A projected density of states gives the number of electron states per electronvolt at a chosen energy, with each state counted only as far as it lies on chosen orbitals of one atom. Here the atom is gold in the ordered alloy ZnAu, where eight zinc atoms surround each gold atom at the corners of a cube. The density was computed with the PBE functional, without spin-orbit coupling, and projected on gold's outer s orbital and its five 5d orbitals, after these had been made orthogonal to the orbitals of the neighbours. In the table, energy is counted from the Fermi energy, and s and d are the two projected densities. Each value is an average over a window of 0.4 eV, so a value times 0.4 is the number of states in that window, both spins included.

Density of states projected on gold in ZnAu (space group Pm-3m, measured cell from the COD, a = 3.147 Å), calculated with Ansatz 0.2.0 using PBE and scalar-relativistic frozen-core PAW with the default datasets, without spin polarization. The plane-wave cutoff is 420 eV, the k mesh 12 × 12 × 12, and the occupations follow a Fermi–Dirac distribution with a width of 0.05 eV.

```
energy (eV)  s (states/(eV atom))  d (states/(eV atom))
      -10.4                  0.04                  0.00
      -10.0                  0.08                  0.00
       -9.6                  0.11                  0.00
       -9.2                  0.14                  0.01
       -8.8                  0.18                  0.03
       -8.4                  0.33                  0.21
       -8.0                  0.31                  0.97
       -7.6                  0.06                  0.86
       -7.2                  0.14                  0.20
       -6.8                  0.17                  0.38
       -6.4                  0.07                  0.90
       -6.0                  0.07                  0.84
       -5.6                  0.22                  3.39
       -5.2                  0.08                  3.08
       -4.8                  0.05                  3.34
       -4.4                  0.07                  3.38
       -4.0                  0.08                  3.98
       -3.6                  0.08                  1.25
       -3.2                  0.07                  0.48
       -2.8                  0.07                  0.13
       -2.4                  0.13                  0.17
       -2.0                  0.24                  0.27
       -1.6                  0.21                  0.19
       -1.2                  0.17                  0.14
       -0.8                  0.14                  0.10
       -0.4                  0.11                  0.08
        0.0                  0.10                  0.06
        0.4                  0.08                  0.05
        0.8                  0.08                  0.04
        1.2                  0.11                  0.04
        1.6                  0.15                  0.04
        2.0                  0.16                  0.04
        2.4                  0.16                  0.05
        2.8                  0.13                  0.05
        3.2                  0.09                  0.04
        3.6                  0.07                  0.03
        4.0                  0.06                  0.02
        4.4                  0.04                  0.02
        4.8                  0.04                  0.02
        5.2                  0.04                  0.01
```

The simple picture of gold has two parts. The 5d orbitals are compact, overlap little with their surroundings and form one narrow band that is almost full. The s orbital is wide, overlaps strongly and forms a broad band that starts far below the d band and runs on through the Fermi energy. On this picture the d column should show a single hump, and the s column should climb smoothly from the bottom of the band.

The d column does have its main hump where gold's 5d band belongs, with values above 3 from −5.6 to −4.0 eV. Going down in energy, it then falls, with a shoulder at −6.0 and −6.4 eV, to 0.20 at −7.2 eV and rises again. At −7.6 and −8.0 eV it reaches 0.86 and 0.97, roughly a quarter of the height of the main band. These two rows are the clearest break in the pattern.

To size the break, one needs a smooth band to hold it against. A bell curve (a Gaussian) serves, with three properties taken from the main band between −6.6 and −2.6 eV: the number of states N, the mean energy E₀ and the root-mean-square width σ. They come straight from sums over the rows in that range, and the rows of the lower hump play no part in them. The curve is

D(E) = N / (σ √(2π)) × exp(−(E − E₀)² / (2σ²))

with N = 8.31, E₀ = −4.77 eV and σ = 0.785 eV.

At −8.0 eV the distance from the centre is 8.0 − 4.77 = 3.23 eV, or about four widths. The exponential is then about 0.0002, and the curve gives a density of about 0.001 where the calculation has 0.97. The row therefore owes practically nothing to the main band's own spread.

The curve is only a rough portrait of the main band itself. It misses the ten rows from which it was made by 0.66 states per eV (root mean square), because the real band has a broad top and steeper sides. A flat rectangle with the same count, centre and width does worse, with a miss of 1.02. For the hump the choice hardly matters, since both shapes leave that region all but empty.

The cause is the neighbour. Zinc has a filled 3d shell, and PBE places it at the energy of the hump. The levels at the centre of the Brillouin zone support this reading. In cubic surroundings the five orbitals of a d shell split there into a pair and a triplet, and the calculation has two such sets: one near −8.2 and −7.5 eV, the other near −5.5 and −3.8 eV. Gold has only one 5d shell to offer, and its main band claims the upper set, so the lower set must be mainly zinc.

Why, then, does a zinc level appear in a gold column at all? When two orbitals on neighbouring atoms overlap, neither remains a state of the solid on its own. The lower state is mostly zinc with some gold mixed in, and the upper one is mostly gold with some zinc. A projection on gold picks up the gold part of both, so each zinc level casts a faint image of itself in gold's density.

The strength of the image follows from a two-level model. Let Δ be the energy distance between the zinc and gold levels and V the coupling between them. If V is well below Δ, the zinc state takes in gold with amplitude V/Δ. The weight is the square of the amplitude:

gold share of a zinc state ≈ (V/Δ)²

Strong overlap makes the image brighter, and a large energy distance makes it fade quickly.

The table gives the size of that share. Below −6.6 eV the d column holds 1.06 states, while zinc's 3d shell has ten. The gold share is thus about a tenth, which makes V roughly a third of Δ. The hump lies 2.92 eV below the main band on average, so the coupling is of the order of 1 eV. This value stands for the coupling of a gold atom to all its zinc neighbours together, not for one pair of orbitals, and no finer value should be read from so simple a model.

A count of all states in this region points the same way. The six lowest valence bands offer twelve states, and nearly all of them lie below −6.6 eV. No other valence band reaches that region, since the seventh begins only at −6.50 eV. What gold's s and d orbitals hold below −6.6 eV comes to 14% of the twelve. Gold may have a little more in its p orbitals and in the top of the sixth band, but most of what remains has to sit on zinc.

The hump brings gold no additional d electrons. Five d orbitals hold ten states when all energies are added up, however the solid mixes them, and the whole d column adds up to 9.96. What appears in the hump has been taken from the main band, which keeps only 8.31; the remaining 0.6 or so lies above it. A second peak in a projected density can therefore come from mixing alone and need not mean a second kind of gold atom or a different charge on it.

Gold's d orbitals also mix with its broad s band, and this alone leaves some d weight outside the main band. The upper side shows how much to expect. At the same distance above the centre of the main band as −8.0 eV lies below it, the d density is 0.18, about a fifth of the value in the hump. The comparison isn't exact, because the coupling between s and d changes with the wave vector. The row at −7.6 eV is plainer still: s has dropped to 0.06 there while d stands at 0.86, so the d weight is not simply riding on the s band.

The s column breaks its own pattern at the same place. From the band bottom at −10.69 eV it climbs steadily to 0.18 at −8.8 eV. It then leaps to 0.33 at −8.4 eV, stays near that value for one more row and collapses. A smooth s band would have gone on rising gently.

Two simple curves show how large this second break is. For free electrons the density grows as the square root of the energy above the band bottom; a straight line from the same point is the plain alternative. Each has one constant, set by least squares on the five lowest rows, and the straight line follows those rows more closely. Carried on to −8.4 eV, the curves put the computed s density at 1.5 times (line) to 1.9 times (square root) the smooth value. At −7.6 eV only 0.2 to 0.3 of the smooth value is left.

The shape of the lowest band can explain both the leap and the collapse. This band starts out as a wide s band and rises with the wave vector until it comes up against the zinc 3d levels. Levels that mix push each other apart, so the band bends over and flattens beneath them. A flat band packs many states into a small range of energy. These states are partly zinc's, which takes away some of the gain for gold, but the repulsion also brings down s states that would otherwise lie higher, and gold's s density leaps. The band ends at −7.76 eV, which is where the s column collapses. Part of the flattening may be the ordinary kind found at the edge of any Brillouin zone, and the table cannot separate the two.

Another break of the same family appears above the main d band. Between −2.8 and −2.0 eV the s density rises from 0.07 to 0.24, and d doubles from 0.13 to 0.27. A new band begins at −2.43 eV, in the middle of this rise. The likely cause is the mixing of s and d: the repulsion drives s weight out of much of the d band and gathers it below and above, and the upper states carry some d weight with them. The s column also has a maximum at −6.8 eV. Only the sixth valence band has states in that row, so this is probably the s band resuming on the upper side of the zinc levels. The single-row maximum at −5.6 eV is left open by this simple account.

The size of the zinc hump needs a correction in the reader's mind. PBE is known to place zinc's 3d levels too high, by roughly 2 eV in zinc metal. If the same error holds in the alloy, the true distance Δ is nearer 2.92 + 2 = 4.92 eV. With the coupling unchanged, the gold share shrinks by the factor (2.92/4.92)² = 0.35. The hump would then lie about 2 eV deeper and hold some 0.4 d states in place of about one. This is a rough estimate, but its direction is safe: the computed hump is probably too strong and too close to the gold band.

This matters in practice for anyone who uses the centre of the d band as a measure of how a metal binds molecules. For the states below −2.6 eV, the hump carries 1.06/(8.31 + 1.06) = 0.11 of the d weight and lies 2.92 eV lower. Including it therefore pulls the centre down by 0.11 × 2.92 = 0.3 eV. Mixing pushes the main band up and leaves the hump below, and in the two-level model the centre of both together stays at gold's unmixed level. It is the centre of the main band alone that depends on where PBE puts the zinc levels. It is wise to state the energy range with every d-band centre and to use the same range for all the alloys compared.

A measured photoemission spectrum calls for similar care. A zinc feature should be sought deeper than the hump in the table. The two maxima inside the main band, at −5.6 and −4.0 eV, should not be matched to measured peaks either, because spin-orbit coupling, left out here, splits gold's 5d levels by an amount of similar size.

The quickest way to identify a stray peak is to project the same calculation on the other element. Zinc's d density should look like the reverse of gold's, with a tall peak at the hump and a faint image in the range of the gold band. If gold's neighbour were magnesium, which has no filled d shell, this cause of a second hump would be gone. For any other partner, two questions give a first guess: how far its levels lie from gold's, and how strongly the orbitals overlap.
